Dear colleague,

Two measurements at spacelike separation cannot disturb each other, and yet the amplitude for a pion to appear outside the light cone of its source is not zero. A ring of ten sites shows how both hold. Its field commutator is a polynomial that is exactly zero outside the cone, and its continuum limit gives the Pauli–Jordan function in closed form.

**Conventions and the general statement.** I use $\hbar=c=1$, metric $(+,-,-,-)$, $x^2=t^2-r^2$, and $s=\sqrt{x^2}$ inside the cone. With the typical value $m=139.57$ MeV for the charged pion, $1/m=1.414$ fm, which light crosses in $4.716\times10^{-24}$ s. A charged pion needs a complex field, with $a_{\bf k}$ destroying $\pi^+$ and $b^\dagger_{\bf k}$ creating $\pi^-$. For the free field $[\phi(x),\phi(0)]=0$ identically, and the commutator of interest is
$$[\phi(x),\phi^\dagger(0)]=i\Delta(x)=\int\!\frac{d^3k}{(2\pi)^3\,2\omega}\left(e^{-ik\cdot x}-e^{ik\cdot x}\right),\qquad \omega=\sqrt{{\bf k}^2+m^2}.$$
For a real field the same function is $[\phi(x),\phi(0)]$. The first exponential comes from the particle and the second from the antiparticle. Sending ${\bf k}\to-{\bf k}$ in the second gives $\Delta=-\int\frac{d^3k}{(2\pi)^3}e^{i{\bf k}\cdot{\bf r}}\sin(\omega t)/\omega$. The closed form to be reached is
$$\Delta(x)=-\frac{1}{2\pi}\,\mathrm{sgn}(t)\left[\delta(x^2)-\theta(x^2)\,\frac{m\,J_1(ms)}{2s}\right].$$

**The model.** Take $N$ sites on a ring with spacing $a$, and advance time in steps of the same length $a$, so that light moves one site per step. With $\mu=ma$, $0<\mu<\pi/2$ and $C=\cos\mu$, the field operator at site $n$ and step $j$ obeys
$$\phi_n^{\,j+1}+\phi_n^{\,j-1}=C\left(\phi_{n+1}^{\,j}+\phi_{n-1}^{\,j}\right).$$
For smooth fields the second differences in time and space give $a^2(\partial_t^2-\partial_x^2)\phi$, and the remainder $(1-C)(\phi_{n+1}+\phi_{n-1})$ tends to $\mu^2\phi$. This is the Klein–Gordon equation in one space dimension. A wave $e^{i(kn-\omega j)}$, with $k$ and $\omega$ now in units of $1/a$, has
$$\cos\omega=C\cos k .$$
Every $\omega$ is real and lies between $\mu$ and $\pi-\mu$, and the rest energy is exactly $m$.

To quantise, use the momentum $(\phi^{j+1}-\phi^{j})^\dagger/a$ with the canonical commutator $i\delta_{nn'}/a$. This reads $[\phi_n^{\,j},\phi_{n'}^{\,j\dagger}]=0$ and $[\phi_n^{\,j+1},\phi_{n'}^{\,j\dagger}]=-i\delta_{nn'}$. The recurrence preserves these rules, since for each $k$ it acts on the pair $(\phi^{j},\phi^{j-1})$ by a real $2\times2$ matrix of unit determinant. They are realised by
$$\phi_n^{\,j}=\sum_k\frac{a_k\,e^{i(kn-\omega j)}+b_k^\dagger\,e^{-i(kn-\omega j)}}{\sqrt{2N\sin\omega}},\qquad k=\frac{2\pi l}{N},$$
with bosonic $a_k$ and $b_k$. The commutator is then a number,
$$[\phi_n^{\,j},\phi_0^{\,0\dagger}]=-iD(n,j),\qquad D(n,j)=\frac1N\sum_k e^{ikn}\,\frac{\sin j\omega}{\sin\omega}.$$

**Microcausality in one line.** For $j\ge1$ the ratio $\sin j\omega/\sin\omega$ is the Chebyshev polynomial $U_{j-1}(\cos\omega)$, of degree $j-1$ in $C\cos k$. It contains the harmonics $e^{ikn}$ with $|n|\le j-1$ and no others. Since $D$ is odd in $j$, it vanishes exactly for $|n|\ge|j|$, at any mass and any spacing, with $|n|$ the shorter distance round the ring. Neither $e^{-ij\omega}/\sin\omega$ nor $e^{ij\omega}/\sin\omega$ is a polynomial in $\cos k$. Only their difference is, and that difference is particle minus antiparticle.

**Closed form.** Insert $U_p(y)=\sum_r(-1)^r\binom{p-r}{r}(2y)^{p-2r}$ and expand $(e^{ik}+e^{-ik})^{p-2r}$ by the binomial theorem. Until the signal meets itself on the far side of the ring, the result for $j-1-|n|=2q$ with integer $q\ge0$ is
$$D(n,j)=\sum_{r=0}^{q}\frac{(-1)^r\,(j-1-r)!}{r!\,(q+|n|-r)!\,(q-r)!}\,C^{\,j-1-2r},$$
and $D=0$ at all other points. You may know this sum from optics as the Zernike radial polynomial $R_{j-1}^{|n|}(C)$. Re-expanded in $\sin^2\mu=1-C^2$ it reads
$$D(n,j)=C^{|n|}\,{}_2F_1\!\left(-q,\;q+|n|+1;\;1;\;\sin^2\mu\right),$$
and on the axis it is a Legendre polynomial, $D(0,2q+1)=P_q(\cos2\mu)$.

Half of the points inside the cone carry a zero, which is an artefact of the lattice. For even $N$ each mode $k$ has a partner $k+\pi$ with frequency $\pi-\omega$, and the pair contributes the factor $1+(-1)^{n+j-1}$. The partners double $D$ on one sublattice and cancel it on the other.

**Numbers.** Choose $\mu=0.5$, so $a=0.707$ fm, and $N=10$, a ring of $7.07$ fm. For $j\le5$ nothing has wrapped round. The nonzero entries are $1$; $C$; $2C^2-1$ and $C^2$; $3C^3-2C$ and $C^3$; $6C^4-6C^2+1$, $4C^4-3C^2$ and $C^4$. The table gives the model's $D(n,j)$ and, in brackets, $J_0(ms)$ at $ms=\mu\sqrt{j^2-n^2}$.

| $j$ | $n=0$ | $n=\pm1$ | $n=\pm2$ | $n=\pm3$ | $n=\pm4$ | $n=5$ |
|---|---|---|---|---|---|---|
| 1 | 1 (0.938) | 0 | 0 | 0 | 0 | 0 |
| 2 | 0 | 0.878 (0.821) | 0 | 0 | 0 | 0 |
| 3 | 0.540 (0.512) | 0 | 0.770 (0.711) | 0 | 0 | 0 |
| 4 | 0 | 0.272 (0.261) | 0 | 0.676 (0.608) | 0 | 0 |
| 5 | −0.062 (−0.048) | 0 | 0.062 (0.060) | 0 | 0.593 (0.512) | 0 |

The zeros with $|n|\ge j$ are exact. The values inside follow the Bessel function to within $0.081$, including the change of sign on the axis, which the continuum puts at $ms=2.405$, or $s=3.40$ fm. Lorentz invariance is what the lattice gives up. The points $(n,j)=(0,3)$ and $(4,5)$ both have $s=3a$, so the continuum assigns them one value, while the ring gives $0.540$ and $0.593$.

Now drop the antiparticles. The $a_k$ term alone is $W(n,j)=\frac1N\sum_k e^{i(kn-\omega j)}/(2\sin\omega)$, the amplitude $\langle0|\phi_n^{\,j}\phi_0^{\,0\dagger}|0\rangle$. At equal times and two sites apart, that is $1.414$ fm, the ten-term sum gives $W(2,0)=0.128$. The continuum amplitude in one dimension is $K_0(m|x|)/2\pi$. Doubled by the partner modes it is $0.134$ here, and both the finite spacing and the finite ring enter the difference. The $b_k$ term is $-0.128$, and the total is zero.

**Continuum limit in one dimension.** Let $a\to0$ at fixed $t=ja>0$ and $x=na$ inside the cone. The term of order $l$ in the hypergeometric series tends to $(-1)^l\,[q(q+|n|+1)\mu^2]^l/(l!)^2$, and $q(q+|n|+1)\mu^2=[j^2-(|n|+1)^2]\mu^2/4\to(ms)^2/4$. The prefactor $C^{|n|}$ tends to 1, since $|n|\mu^2=\mu\,m|x|\to0$. The series is then that of $J_0(ms)$. Averaging over the two sublattices gives a factor $1/2$, and oddness in $j$ gives the sign:
$$\Delta_1(t,x)=-\tfrac12\,\mathrm{sgn}(t)\,\theta(t^2-x^2)\,J_0(ms).$$
The rate of approach on the axis follows from Legendre's equation. The function $u=\sqrt{\sin\vartheta}\,P_q(\cos\vartheta)$ obeys $u''+[(q+\frac12)^2+1/(4\sin^2\vartheta)]u=0$. With $1/(4\sin^2\vartheta)\approx1/(4\vartheta^2)+1/12$ the regular solution is $\sqrt\vartheta\,J_0\big(\vartheta\sqrt{(q+\frac12)^2+\frac1{12}}\big)$. Setting $\vartheta=2\mu$, so that $(q+\frac12)\vartheta=mt$, and expanding gives
$$D(0,j)=J_0(mt)+\mu^2\left[\frac{J_0(mt)}{3}-\frac{J_1(mt)}{6mt}\right]+O(\mu^4).$$
At $mt=1.5$ the bracket is $0.1086$ and $J_0=0.5118$. For $\mu=0.5$, $0.3$, $0.1$ ($j=3,5,15$, on a ring long enough to avoid wrapping) the polynomials give $0.5403$, $0.5218$, $0.5129$. They exceed $J_0$ by $0.0285$, $0.0099$, $0.0011$, where the $\mu^2$ term predicts $0.0272$, $0.0098$, $0.0011$.

**Three dimensions.** The step up is one derivative. For any $f(|{\bf k}|)$ the three-dimensional Fourier integral is $\frac{1}{2\pi^2r}\int_0^\infty k\sin(kr)f\,dk$ and the one-dimensional one is $\frac1\pi\int_0^\infty\cos(kr)f\,dk$. Therefore $\Delta=-\frac{1}{2\pi r}\partial_r\Delta_1(t,r)$. Now $\partial_r=-2r\,\partial/\partial(x^2)$, the step function yields $\delta(x^2)J_0(0)$, and $dJ_0(ms)/d(s^2)=-mJ_1(ms)/2s$. So
$$\partial_r\left[\theta(x^2)J_0(ms)\right]=-2r\left[\delta(x^2)-\theta(x^2)\frac{mJ_1(ms)}{2s}\right],$$
and the factors $-\frac{1}{2\pi r}$, $-\frac12\mathrm{sgn}(t)$ and $-2r$ multiply to $-\frac{1}{2\pi}\mathrm{sgn}(t)$. This is the closed form stated at the start. A function that vanishes in the open region $x^2<0$ has vanishing derivatives there, so the model's zero passes to $\Delta$. The general argument agrees. $\Delta$ is invariant under proper orthochronous Lorentz transformations, a spacelike $x$ can be boosted to $t=0$, and there $\sin\omega t=0$ in every mode.

For $t>0$ the function is a negative shell $-\delta(t-r)/4\pi r$ on the cone and a wake $+mJ_1(ms)/4\pi s$ inside. At the pion mass the wake starts from $m^2/8\pi=0.0199$ fm$^{-2}$ just behind the front and first vanishes at $ms=3.832$, or $s=5.42$ fm. The particle amplitude at spacelike distance $\rho=\sqrt{-x^2}$ follows from $K_0(mr)/2\pi$ by the same derivative. It is $W=mK_1(m\rho)/4\pi^2\rho$, which is $0.00763$ fm$^{-2}$ at $\rho=1/m$. It is a correlation of the vacuum and carries no signal.

**Retarded response.** A signal is carried by the response to a source. On the ring set $G=D$ for $j>0$ and $G=0$ otherwise. It obeys the recurrence everywhere except at $j=0$, where $G(n,1)=\delta_{n0}$ is left over as a unit point source. In the continuum $\Delta(0,{\bf r})=0$ and $\partial_t\Delta(0,{\bf r})=-\delta^3({\bf r})$, so $G_{\rm ret}=-\theta(t)\Delta$ satisfies $(\Box+m^2)G_{\rm ret}=\delta^4(x)$, and
$$G_{\rm ret}=\frac{\delta(t-r)}{4\pi r}-\theta(t-r)\frac{mJ_1(ms)}{4\pi s}.$$
Mode by mode $\int_0^\infty e^{-pt}\sin(\omega t)/\omega\,dt=1/(p^2+\omega^2)$, so $\int_0^\infty e^{-pt}G_{\rm ret}\,dt=e^{-r\sqrt{p^2+m^2}}/4\pi r$. As $p\to0$ this is the Yukawa field $e^{-mr}/4\pi r$ of a static source. The shell alone would give $1/4\pi r$. At $r=1/m$ the wake removes the fraction $0.632$ of it and leaves $0.368$.

**Spin one half.** The pion has no spin, but the same lattice holds a Dirac field of equal $ma$. Let $\psi=(\psi_R,\psi_L)$, shift $\psi_R$ one site to the right and $\psi_L$ one site to the left, then mix them. For each $k$ the step is $V=e^{-i\mu\sigma_x}e^{-ik\sigma_z}$, with $\det V=1$ and $\frac12\mathrm{tr}V=C\cos k=\cos\omega$. For small $\mu$ and $k$ it is generated by $H=\sigma_zk+\sigma_x\mu$, the Dirac Hamiltonian with $\gamma^0=\sigma_x$ and $\gamma^0\gamma^1=\sigma_z$. The Cayley–Hamilton theorem gives $V^2=2\cos\omega\,V-1$, hence $V^j=U_{j-1}V-U_{j-2}$. With $\{\psi_n,\psi^\dagger_{n'}\}=\delta_{nn'}$ at equal times and $P_\pm=(1\pm\sigma_z)/2$,
$$\{\psi_n^{\,j},\psi_0^{\,0\dagger}\}=e^{-i\mu\sigma_x}\left[P_+D(n-1,j)+P_-D(n+1,j)\right]-D(n,j-1).$$
This is a first-order difference operator acting on the scalar function. It vanishes for $|n|>j$ and lives on the cone as well as inside. The $RR$ element at $n=j$ is $C^j$, which is $0.5205$ for $j=5$, the amplitude never to have turned round.

In four dimensions, with $\slashed{k}=\gamma^\nu k_\nu$, the spin sums $\sum u\bar u=\slashed{k}+m$ and $\sum v\bar v=\slashed{k}-m$ give
$$\{\psi(x),\bar\psi(0)\}=\int\!\frac{d^3k}{(2\pi)^3 2\omega}\left[(\slashed{k}+m)e^{-ik\cdot x}+(\slashed{k}-m)e^{ik\cdot x}\right]=(i\gamma^\nu\partial_\nu+m)\,i\Delta(x),$$
because $i\partial_\nu$ turns $e^{-ik\cdot x}$ into $k_\nu e^{-ik\cdot x}$ and $-e^{ik\cdot x}$ into $k_\nu e^{ik\cdot x}$. At $t=0$ it reduces to $-\gamma^0\partial_t\Delta=\gamma^0\delta^3({\bf r})$, as it must. Local observables are bilinear in $\psi$ and $\bar\psi$, so they commute wherever the anticommutators vanish. Bosonic rules for the mode operators would reverse the antiparticle term of the corresponding commutator, the operator would act on $W(x)+W(-x)$, and that sum is not zero outside the cone.

**What the numbers mean for a real pion.** They belong to a free point-like field with the pion's mass. Decay is no obstacle, since with a typical lifetime of $26$ ns the width is $1.8\times10^{-16}$ of the mass. Structure is another matter. A typical charge radius of $0.66$ fm equals $0.47/m$ and is close to the step $a$, so the free-field profile cannot be trusted at intervals of that size or shorter, where heavier states contribute. In the interacting theory the vacuum value of the commutator is the Källén–Lehmann superposition $\int dM^2\,\varrho(M^2)\,i\Delta(x;M)$ over the masses $M$ of all states that the field creates. The wake inside the cone changes its shape, while every term of the superposition is still zero for $x^2<0$.